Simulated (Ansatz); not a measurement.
# Re: pressure and energy above lowest point against volume scale

All results are calculated (Ansatz 0.2.0). Free energy against uniform scaling of the volume at fixed shape and fractions; periodic cell, basis, potentials, k mesh and filling as listed.

The cell before it is scaled or strained (space group P6_3/mmc, No. 194):
```
Re
1.0
      2.7608     0.0000     0.0000
     -1.3804     2.3909     0.0000
      0.0000     0.0000     4.4582
Re
2
Direct
  0.33333 0.66667 0.25000
  0.66667 0.33333 0.75000
```

Settings of every row: functional PBEsol; dispersion D3(BJ)+ATM; accuracy low; potentials PAW; wave cutoff 500 eV; density cutoff 2000 eV; k mesh 14x14x8; k shift 0x0x0; occupations fermi dirac; smearing width 0.1 eV; spin none.

Limits: loose SCF threshold; no spin-orbit coupling, which can matter with elements this heavy.

| row | volume scale | V (Å³/atom) | pressure (GPa) | energy above lowest point (meV/atom) |
| --- | --- | --- | --- | --- |
| 1 | 0.94 | 13.831 | 15.87 | 23.8 |
| 2 | 0.96 | 14.125 | 6.31 | 3.6 |
| 3 | 0.98 | 14.42 | -2.27 | 0 |
| 4 | 1 | 14.714 | -9.94 | 11.4 |
| 5 | 1.02 | 15.008 | ? | ? |
| 6 | 1.04 | 15.302 | -22.95 | 72.7 |
| 7 | 1.06 | 15.597 | -28.43 | 120 |

Question: what pressure and energy above lowest point should row 5 give?

Worked fit of pressure. Take u = (V_r/V)^(2/3) − 1 with V_r = 14.567 Å³ an atom, which is twice the finite (Eulerian) strain; such expansions in the strain, on which the Birch-Murnaghan equation of state is built, carry the rest volume and the bulk modulus. The shown rows have u = 0.03517, 0.02075, 0.00678, -0.00667, -0.03228, -0.04452. Least squares give pressure = −6.213 + 570.81 × u + 1615 × u² GPa; a straight line predicts inner rows, each left out in turn, worse (root mean square 1 against 0.015 GPa). The rows lie off it by 0.01, -0.02, 0.00, 0.01, 0.01, -0.01. The pressure vanishes at u = 0.0106, or V = 14.34 Å³ an atom, and there the bulk modulus at fixed shape and fractions is B = −V dP/dV = (2/3)(1 + u) dP/du = 408 GPa. Letting shape and atoms relax would as a rule lower it, by much in layered, chain or molecular crystals. The withheld row has u = -0.01969, so the fit gives −6.213 + 570.81 × (-0.01969) + 1615 × (-0.01969)² = -16.83 GPa.

The calculation gave -16.81 GPa. The fit lies 0.02 GPa (0.045 % of the column's range) below it; its largest miss of a shown row is 0.02 GPa.

Worked fit of energy above lowest point. Take u = (V_r/V)^(2/3) − 1 with V_r = 14.567 Å³ an atom, which is twice the finite (Eulerian) strain; such expansions in the strain, on which the Birch-Murnaghan equation of state is built, carry the rest volume and the bulk modulus. The shown rows have u = 0.03517, 0.02075, 0.00678, -0.00667, -0.03228, -0.04452. Least squares give energy above lowest point = 3.96 − 851.9 × u + 39894 × u² + 10758 × u³ meV/atom; a parabola predicts inner rows, each left out in turn, worse (root mean square 0.21 against 0.066 meV/atom). All shown rows lie on it to the printed digit. Its lowest point lies at u = 0.0106, or V = 14.34 Å³ an atom, and the curvature there gives the bulk modulus at fixed shape and fractions, B = (4/9)(1 + u)² E″(u)/V = 408 GPa. Letting shape and atoms relax would as a rule lower it, by much in layered, chain or molecular crystals. The withheld row has u = -0.01969, so the fit gives 3.96 − 851.9 × (-0.01969) + 39894 × (-0.01969)² + 10758 × (-0.01969)³ = 36.1 meV/atom.

The calculation gave 36 meV/atom. The fit lies 0.1 meV/atom (0.083 % of the column's range) above it, one unit of the last digit.
